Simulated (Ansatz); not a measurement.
Ga: pressure and energy change per atom against volume scale

Results calculated with Ansatz 0.2.0, not measured. Plane-wave DFT, scalar-relativistic PAW made under PBE with cores redone for the functional, no dispersion; the given relaxed cell is scaled uniformly, energy at zero smearing counts from the unscaled cell, pressure at the given Fermi-Dirac smearing is positive in compression.

The cell before it is scaled or strained (space group Pm-3m, No. 221):
```
cell vectors (Å)
   2.6249     0.0000     0.0000
   0.0000     2.6249     0.0000
   0.0000     0.0000     2.6249
atoms (fractions of the cell vectors)
Ga  0.00000  0.00000  0.00000
```

Settings of every row: spin polarised no; functional LDA; wave cutoff 420 eV; smearing width 0.1 eV; k mesh 13x13x13.

Atom starting moment: 0 on all atoms.

Limits: the cell comes from a prototype or a list of computed structures and needn't be the stable phase.

| row | volume scale | V (Å³/atom) | pressure (GPa) | energy change per atom (meV) |
| --- | --- | --- | --- | --- |
| 1 | 0.88 | 15.916 | 11.12 | 66 |
| 2 | 0.92 | 16.639 | 6.55 | 26.86 |
| 3 | 0.96 | 17.362 | ? | ? |
| 4 | 1.04 | 18.809 | -2.11 | 5.14 |
| 5 | 1.08 | 19.533 | -3.9 | 19.28 |
| 6 | 1.12 | 20.256 | -5.31 | 40.65 |

Question: what pressure and energy change per atom should row 3 give?

Worked fit of pressure. Take u = (V_r/V)^(2/3) − 1 with V_r = 18.809 Å³ an atom, which is twice the finite (Eulerian) strain; such expansions in the strain, on which the Birch-Murnaghan equation of state is built, carry the rest volume and the bulk modulus. The shown rows have u = 0.11778, 0.08516, 0, -0.02487, -0.04821. Least squares give pressure = −2.148 + 78.615 × u + 286 × u² GPa; a straight line predicts inner rows, each left out in turn, worse (root mean square 0.82 against 0.098 GPa). The rows lie off it by 0.04, -0.07, 0.04, 0.03, -0.04 (root mean square 0.046 GPa). The withheld row has u = 0.05482, so the fit gives −2.148 + 78.615 × (0.05482) + 286 × (0.05482)² = 3.02 GPa.

The calculation gave 2.96 GPa. The fit lies 0.06 GPa (2 % of the value, 0.37 % of the column's range) above it; its largest miss of a shown row is 0.07 GPa.

Worked fit of energy change per atom. Take u = (V_r/V)^(2/3) − 1 with V_r = 18.809 Å³ an atom, which is twice the finite (Eulerian) strain; such expansions in the strain, on which the Birch-Murnaghan equation of state is built, carry the rest volume and the bulk modulus. The shown rows have u = 0.11778, 0.08516, 0, -0.02487, -0.04821. Least squares give energy change per atom = 4.772 − 383.168 × u + 7638.19 × u² meV; a straight line predicts inner rows, each left out in turn, worse (root mean square 22 against 0.94 meV). The rows lie off it by 0.40, -0.68, 0.37, 0.25, -0.35 (root mean square 0.43 meV). The withheld row has u = 0.05482, so the fit gives 4.772 − 383.168 × (0.05482) + 7638.19 × (0.05482)² = 6.72 meV.

The calculation gave 6.2 meV. The fit lies 0.52 meV (8.4 % of the value, 0.85 % of the column's range) above it; its largest miss of a shown row is 0.68 meV.
